The energy change is the energy per atom of a strained crystal minus that of the same crystal at rest, computed here with a meta-GGA density functional at zero temperature. The crystal can be seen as a stack of Ta2O5 layers. They are firmly bound to each other: under equal strain in all directions, the stress across the layers is about as large as that along a. In the biaxial rows both in-plane lengths, a and b, are changed by the stated strain, while the third cell vector c is free to change its length and tilt. These are the vectors of the 7-atom cell: its b is 3.858 Å long, and its c leads from one layer to the next. In the isotropic rows all three vectors are scaled alike and held. The atoms relax in both cases.

The sizes worth remembering are these. A strain of 1.5 % costs about 10 meV per atom when the layer spacing is free to respond, and about 20 when it is scaled along with the plane. Doubling the strain multiplies the cost by roughly four. One row breaks this rule, the biaxial compression of 3 %: there the crystal has changed its structure, and each layer has shifted sideways relative to the one below.

Strained Ta2O5 (Cmmm at rest), computed with Ansatz 0.2.0: plane-wave PAW, scalar-relativistic r2SCAN, no spin polarisation, 500 eV cutoff, 6×6×4 k mesh, Gaussian smearing of 0.02 eV. Changes are relative to the unstrained 7-atom cell, with a = 3.838, b = 3.858, c = 6.794 Å and β = 106.4°; b changes by the same percentage as a. Atoms are relaxed in all rows.

```
strain kind  strain (%)                   cell freedom  energy change (meV/atom)  volume change (%)  a change (%)  c change (%)  strained space group number
 biaxial ab          -3      length and tilt of c free                      34.1              -4.81         -3.00          5.30                           10
 biaxial ab        -1.5      length and tilt of c free                      10.8              -2.04         -1.50          0.77                           65
 biaxial ab         1.5      length and tilt of c free                      10.1               2.11          1.50         -0.69                           65
 biaxial ab           3      length and tilt of c free                      39.0               4.30          3.00         -1.31                           65
  isotropic          -3  cell held, all vectors scaled                      90.5              -8.73         -3.00         -3.00                           65
  isotropic        -1.5  cell held, all vectors scaled                      21.7              -4.43         -1.50         -1.50                           65
  isotropic         1.5  cell held, all vectors scaled                      19.8               4.57          1.50          1.50                           65
  isotropic           3  cell held, all vectors scaled                      75.6               9.27          3.00          3.00                           65
```

Volume alone does not set the cost. Biaxial stretching by 3 % and isotropic stretching by 1.5 % enlarge the volume by similar amounts, 4.30 and 4.57 %, yet the first costs about twice as much. Equal strain in all directions changes the size of the crystal but not its shape. Stretching the plane while the layers draw together changes the shape as well, and here that costs extra energy.

What makes the biaxial rows cheap for their in-plane strain is the free layer height. This is the spacing of successive layers, measured straight up from the plane and found from the volume divided by the in-plane area. When the plane is squeezed by 1.5 %, the height grows by about 1 %; when the plane is stretched by as much, the height shrinks by nearly 1 %. This is the familiar Poisson response: the material gives way in the direction where nothing holds it, until the stress in that direction has vanished.

The isotropic rows forbid this response, and the price can be estimated. Take the two rows at −1.5 %. Start from the biaxial one, where the stress along the layer normal is practically zero, and press the layers together until the height equals that of the isotropic row. The height must go from +0.97 % to −1.50 %, a strain of 0.0247. Meanwhile the normal stress rises from zero to 10.9 GPa, so its average on the way is half of that. Work per atom is average stress times strain times the volume of an atom, 13.79 Å³, and 1 eV/Å³ equals 160.2 GPa:

extra cost ≈ ½ × 10.9 × 0.0247 × 13.79 / 160.2 eV ≈ 0.0116 eV

That is nearly 12 meV per atom. The table gives 21.7 − 10.8 = 10.9, so the estimate is about 6 % too high relative to the computed difference. For stretching by 1.5 % it is too low by a similar share, and the mean over both signs agrees closely. The error changes sign for two reasons of similar size. The estimate uses the volume at rest, although the area pressed on is about 3 % smaller in the squeezed crystal and 3 % larger in the stretched one. It also treats the crystal as a perfect spring, whereas this one stiffens under compression and softens under tension. The stress comes from the same calculation as the energies, so the agreement shows where the energy goes, not which bonds store it.

The stresses show that the free height does not help both in-plane directions equally. At −1.5 % it removes more than half of the stress along a, but only about a tenth of that along b. The contrast persists at +3 %. The two edges have nearly the same length, so length is a poor guide to elastic behaviour here. The isotropic runs carry a warning that their stresses were converged with a loose threshold, but the contrast between a and b is large.

A possible reason lies in the stacking. Each layer is displaced by half of a relative to the one below, with no displacement along b. Squeezing a would then push atoms of one layer against those of the next and drive the layers apart, while squeezing b would mostly load bonds within a layer. This picture fits the stresses, but it is a guess: the atomic positions needed to test it are not given here.

Now follow the biaxial compression from 1.5 to 3 %. The energy rises only about threefold, from 10.8 to 34.1 meV per atom, where roughly fourfold is expected. The stress along b even falls slightly, although the crystal is squeezed twice as far. Taken alone, these two signs look like a material going soft.

The geometry tells another story. The vector c has become 5.30 % longer, but the layer height has grown by only 1.2 %. Most of the added length is therefore tilt: the offset between successive layers has moved from half of a to about three quarters of it. The space group number drops from 65 to 10, which confirms that the original symmetry is gone. The row describes a different stacking, and its energy does not lie on the same curve as the others. The cell alone does not tell whether the shift happens in the gap between layers or by each layer leaning over, so "slid" and "stacking" cover both here. The stresses hint that the layers themselves have changed. Without the shift, the stress along b would be expected to roughly double between 1.5 and 3 %, as it does in tension, and a mere slide along a should hardly relieve it. A likely reading is that bonds running along b have bent sideways, but the atomic positions would have to confirm it.

How much energy the slide saves can be estimated by continuing the curve of the unslid crystal. Write the energy as a term in the square of the strain plus a smaller term in its cube. The square term is the spring; the cubic term makes compression dearer than tension. The two biaxial rows at ±1.5 % fix both terms. Their mean is 10.45 meV per atom, and compression lies 0.35 above it. At twice the strain the first part grows fourfold and the second eightfold:

energy at −3 % without a slide ≈ 4 × 10.45 + 8 × 0.35 = 44.6 meV per atom

The computed row lies about 10 meV per atom lower, or nearly a quarter of the expected cost. The same recipe, applied to the three other rows at ±3 %, none of which helped to fix the terms, comes within 0.2 meV per atom. Two of these are isotropic rows, where the cubic term is larger than in the biaxial ones. Still, the value for an unslid biaxial crystal at −3 % is an extrapolation, since no such row was computed.

Why can the layers slide in this row and not in the isotropic ones? There the cell is held, and with it the offset from one layer to the next. In the biaxial rows c may tilt, and the runs kept only the lower symmetry of space group 10, so a slide is permitted. At an offset of exactly half of a, however, left and right are equivalent by symmetry, and no net force pushes the layers either way. Such a point may be a valley or the top of a ridge. A relaxation can rest on either. A small numerical error is enough to leave a ridge, while leaving a valley takes a long step. What tipped this run is not recorded.

This leaves two questions open. The unslid stacking may be a ridge at 3 % compression, and perhaps already at smaller strains, or it may remain a valley while a deeper one lies beside it. It is also unknown whether the slid stacking is already lower at smaller strains, or even at rest, because no run started from it there. If it is, the other rows describe a stacking that is not the most stable one.

At first sight the slid row also looks unfinished. Its stresses include a shear of 0.5536 GPa, although the tilt was free to remove it. But a shear stress depends on the axes it is measured on. A plain squeeze along one direction, seen on slightly turned axes, appears as a large stress, a tiny one, and a shear whose square equals their product. Here the product is 8.009 × 0.03885 ≈ 0.31, and the square of the shear is also about 0.31. So a direction close to the layer normal is practically free of stress, as expected if the whole cell turned by about 4° while c tilted. The shear is therefore no sign of an incomplete relaxation.

For practical use, first decide which constraint matches the part. A crystalline film clamped to a substrate, with its layers parallel to the surface, resembles the biaxial rows, because its thickness is free. Using the isotropic energies for it would overstate the stored energy about twofold. For a stretch between the computed points, scale with the square of the strain: 2 % costs about (2/1.5)² × 10.1 ≈ 18 meV per atom.

Second, keep the slid row out of any stiffness fit. Energy divided by strain squared is 10.8/2.25 = 4.8 at −1.5 %, but 34.1/9 = 3.8 at −3 %, in meV per atom and per squared percent. Read as one material, the crystal would seem to lose a fifth of its stiffness, when in fact it has changed its stacking. Comparing the length of c with the layer height exposes such a change at once.

Third, before relying on this crystal under compression, take the slid structure and carry it back step by step to zero strain. Comparing its energy with the unslid rows at each step would show where the two stackings change order, if they do. The printed output after this text lists the layer heights, offsets and continued energies for every row.

Printed output of the fit:

```
Layer geometry:
         row  strain_%  layer_height_change_%  layer_offset_in_a
  biaxial ab        -3                  1.169             0.7456
  biaxial ab      -1.5                 0.9663             0.4999
  biaxial ab       1.5                -0.8857             0.5002
  biaxial ab         3                 -1.687             0.4997
   isotropic        -3                 -2.997             0.4998
   isotropic      -1.5                 -1.497             0.4998
   isotropic       1.5                  1.502             0.4999
   isotropic         3                  2.997             0.5001
Energy in meV/atom and stress in GPa:
         row  strain_%  computed  continued  continued_less_computed  stress_along_a  stress_along_b
  biaxial ab        -3      34.1       44.6                     10.5           8.009           11.63
  biaxial ab      -1.5      10.8       10.8                        0           4.765           12.32
  biaxial ab       1.5      10.1       10.1               -1.776e-15          -4.456          -10.86
  biaxial ab         3        39         39               -7.105e-15          -8.618          -20.16
   isotropic        -3      90.5       90.6                      0.1            24.9           28.23
   isotropic      -1.5      21.7       21.7                        0           11.03           13.54
   isotropic       1.5      19.8       19.8                        0          -8.842          -11.35
   isotropic         3      75.6       75.4                     -0.2          -15.91          -20.56
Isotropic over biaxial energy, mean of both 1.5 % strains: 1.986
Biaxial energy ratio, -3 % over -1.5 %: 3.157
Biaxial energy ratio, +3 % over +1.5 %: 3.861
Isotropic energy ratio, -3 % over -1.5 %: 4.171
Energy of biaxial +3 % over isotropic +1.5 %, similar volumes: 1.97
Estimated cost of holding the height, mean of both 1.5 % strains, meV/atom: 10.34
Computed isotropic less biaxial energy, same mean, meV/atom: 10.3
Stress along a relieved by free height at -1.5 %, in %: 56.8
Stress along b relieved by free height at -1.5 %, in %: 9.008
Stress along a relieved by free height at +3 %, in %: 45.83
Stress along b relieved by free height at +3 %, in %: 1.926
```
